## Question

Hafnium dioxide in its cubic fluorite form has been calculated at a series of volumes, with every bond scaled alike. The band gap at the smallest volume is hidden.

(a) Why does the gap depend on volume in the way that the known rows show?
(b) Predict the band gap and the smallest direct gap for the hidden row, with an error bar.

Computed with Ansatz 0.2.0: all-electron LAPW, PBE functional, scalar-relativistic and without spin polarisation, for cubic fluorite HfO₂ at fixed atomic positions. The density uses a 9×9×9 k mesh and Fermi–Dirac smearing of 0.01 eV, with a basis error target of 1 meV/atom. Both gaps are read along the path of wave vectors, not on the mesh.

```
volume (Å³/atom)  shortest distance (Å)  band gap (eV)  smallest direct gap on path (eV)
          10.483                  2.170              ?                                 ?
          10.706                  2.185          3.813                             3.813
          10.929                  2.200          3.763                             3.763
          11.041                  2.207          3.738                             3.738
          11.152                  2.215          3.713                             3.713
          11.264                  2.222          3.689                             3.689
          11.375                  2.230          3.664                             3.664
          11.598                  2.244          3.615                             3.615
          11.821                  2.258          3.567                             3.567
```

"Volume" is the volume per atom, "shortest distance" is the Hf–O bond length, and "smallest direct gap on path" is the smallest gap between states of equal wave vector along the lines sampled.

## Model answer

### (a) Two band edges that move the same way

Two sizes are worth remembering: this gap opens by about 25 meV for each percent of volume removed, and by about 10 meV for each gigapascal of pressure. The second follows from the first: the pressures of the same runs give a bulk modulus near 250 GPa, so that one percent of volume costs about 2.5 GPa. The figures hold for an equal squeeze from all sides. A film strained in its plane only is a different case.

To see where the change comes from, the two edges of the gap must be followed separately. The filled band below the gap is mainly O 2p, and the empty states above it are mainly Hf 5d. Orbital energies at different volumes have no common zero, so each edge is measured here from the mean energy of the O 2p bands at the same volume.

Compression from 11.598 to 10.929 Å³/atom raises the top of the O 2p band by 0.16 eV relative to that mean. The oxygen orbitals interact more strongly when the atoms are closer, and the band widens. This movement alone would close the gap. The conduction edge, however, rises by 0.32 eV, twice as far, and so the gap opens.

Why does the Hf 5d edge rise so much? One natural suspect is an antibonding push, in which the 5d states mix with O 2p and are driven upwards. A pair of 5d states at the centre of the Brillouin zone offers a test, since symmetry forbids it to mix with O 2p there. It rises by 0.30 eV, almost as much as the edge itself, so the edge needs no direct push of its own to move this far. Yet most of that figure comes from the reference. Measured against the O 1s level, the O 2p mean sinks by 0.22 eV over the same compression, while the 5d pair rises by only 0.08 eV. Mixing with 5d states elsewhere in the zone could push the O 2p mean down in this way, so mixing is not cleared.

Electrostatics offers a second plausible cause. An electron on hafnium is surrounded by negative oxygen ions, and its energy goes up as they approach. An electron on oxygen is surrounded by positive hafnium ions, and its energy goes down. Shorter bonds therefore drive the two sets of levels apart. The core levels of the same runs support the direction: over the same compression the Hf 4d level rises by about a quarter of an electronvolt against O 1s. The 5d pair gains far less on O 1s than that, so the core shift cannot simply be carried over to the band edge. The calculation does not print the electrostatic share itself, and its size remains open.

For a related oxide with a filled O 2p band and empty metal d states, the same two movements are the place to start. The gap opens under pressure if the metal levels rise faster than the top of the widening oxygen band.

### (b) The forecast

For small changes of volume, a band gap can be expanded in the strain s = ln(V/V₀), where V is the volume and V₀ = 11.152 Å³/atom. The first-order coefficient is called the volume deformation potential. A straight line in s already comes within about 1 meV of each known row, but it lies above the rows at both ends of the known range. A second-order term removes this pattern. Fitted to the eight known rows, the gap in eV is

E = 3.713 − 2.472 s − 0.706 s²

At the hidden volume s = ln(10.483/11.152) = −0.062. The linear term adds 0.153 eV and the quadratic term takes away 0.003 eV, which leads to about 3.86 eV. With unrounded coefficients, the forecast is **3.864 eV, with a range of 3.861 to 3.867 eV**.

The range allows for the rounding of the table, which grows on extrapolation, and for the difference between the first-order and second-order forecasts. In every known row the gap is also the smallest direct gap, so the same forecast and range apply to both columns. The hidden gap should be the largest of the series. A different band edge taking over would spoil the forecast, and the known runs show one candidate. On the regular mesh of wave vectors, the 5d pair at the zone centre lies 0.06 eV above the conduction edge at 11.598 Å³/atom, but only 0.03 eV above it at 10.706 Å³/atom. At that pace no crossing is expected at the hidden volume, though much stronger compression might make the gap indirect.

The withheld rows as computed:

```
volume (Å³/atom)  shortest distance (Å)  band gap (eV)  smallest direct gap on path (eV)
          10.483                  2.170          3.863                             3.863
```

The computed gap is 3.863 eV. It lies inside the range, and the second-order forecast is too high by about 0.5 meV, which is about the size of the rounding in the table. The gap is still direct and is the largest of the series, as forecast. The straight line would have been too high by 3.5 meV, so the small curvature seen in the known rows does continue to the hidden one.

## Remarks on the reasoning

**A tempting short cut.** Many candidates will notice that the gap varies almost as the inverse square of the bond length, as kinetic energies do when a system is scaled. The slope fits well, but plotted against s such a law curves upwards, whereas the known rows curve slightly downwards, and it overshoots the hidden row by 5 meV. More tellingly, the width of the O 2p band varies nearly as the inverse cube. The gap is a difference between edges that follow different rules, so its exponent near two is no sign of one common law.

**What the second-order term means.** It describes a bend in the plot against s, and the numbers show it clearly. Its sign, however, depends on the choice of axis. Plotted against the volume itself, the gap bends slightly upwards: the same step in volume lowers it by 0.050 eV at the small end of the known range and by 0.048 eV at the large end. A good answer therefore does not look for a special physical cause behind the minus sign.

**Where the edges were read.** The edge shifts in part (a) come from the regular mesh of wave vectors, which does not contain the point X on the zone boundary. At 10.706 Å³/atom the mesh gives a gap 0.11 eV larger than the path does. This excess changes little with volume, so the comparison of the two edges should survive, although neither true edge was followed itself. The direct gap of this crystal is expected at X.

**What the error bar covers.** A range of a few meV states how well one calculation can be foreseen from its neighbours. One setting changes along the series: the two smallest volumes treat the deep Hf 4s electrons as band states, the others as part of the core. The gaps on the mesh run smoothly across this change, so it does not visibly disturb the forecast. The range is not the distance from a real sample. The PBE functional underestimates such gaps strongly: measured values for HfO₂ are, as a rough recalled figure, near 6 eV. Spin–orbit coupling is also absent, and the stable form at ambient conditions is monoclinic, not cubic. The change of the gap with volume is expected to suffer less from the functional than the gap itself, but these runs do not test that.

The printed output below gives the fits and the edge shifts.

Output of the analysis:

```
fit of band_gap on 8 rows: constant 3.713 +/- 0.0003, coefficient of strain -2.486 +/- 0.0096; rms 0.000708, worst 10.706 0.00118, leave-one-out rms 0.00112
  rows outside the fit (model, value, miss): 10.483 3.866, 3.863, 0.0035
fit of band_gap on 8 rows: constant 3.713 +/- 0.00014, coefficient of strain -2.472 +/- 0.004, coefficient of strain2 -0.7062 +/- 0.11; rms 0.000228, worst 11.264 -0.000473, leave-one-out rms 0.000369
  rows outside the fit (model, value, miss): 10.483 3.864, 3.863, 0.000547
fit of band_gap on 8 rows: coefficient of invsq 3.712 +/- 0.00063; rms 0.00167, worst 11.821 0.00348, leave-one-out rms 0.00189
  rows outside the fit (model, value, miss): 10.483 3.868, 3.863, 0.00517
gap change per 1 percent more volume, first-order line (meV): -24.86
gap step from 10.706 to 10.929 (eV): -0.05
gap step from 11.598 to 11.821 (eV): -0.048
first-order less second-order forecast at 10.483 (meV): 2.952
direct gap less gap at 10.483, computed (eV): 0
conduction edge above mean O 2p at 10.929 (eV): 6.776
its change to 11.598 (eV): -0.3187
valence top above mean O 2p at 10.929 (eV): 2.902
its change to 11.598 (eV): -0.1603
change of the mesh gap between these rows (eV): -0.1584
change of the Hf 5d doublet at Gamma above mean O 2p (eV): -0.3012
exponent of the O 2p band width in bond length: -3.044
exponent of the gap in bond length, same rows: -2.026
bulk modulus from the pressures near 11.041 (GPa): 246.2
gap change per GPa of pressure (meV): 10.1
mesh gap less path gap at 10.706 (eV): 0.1144
mesh gap less path gap at 11.821 (eV): 0.0964
```
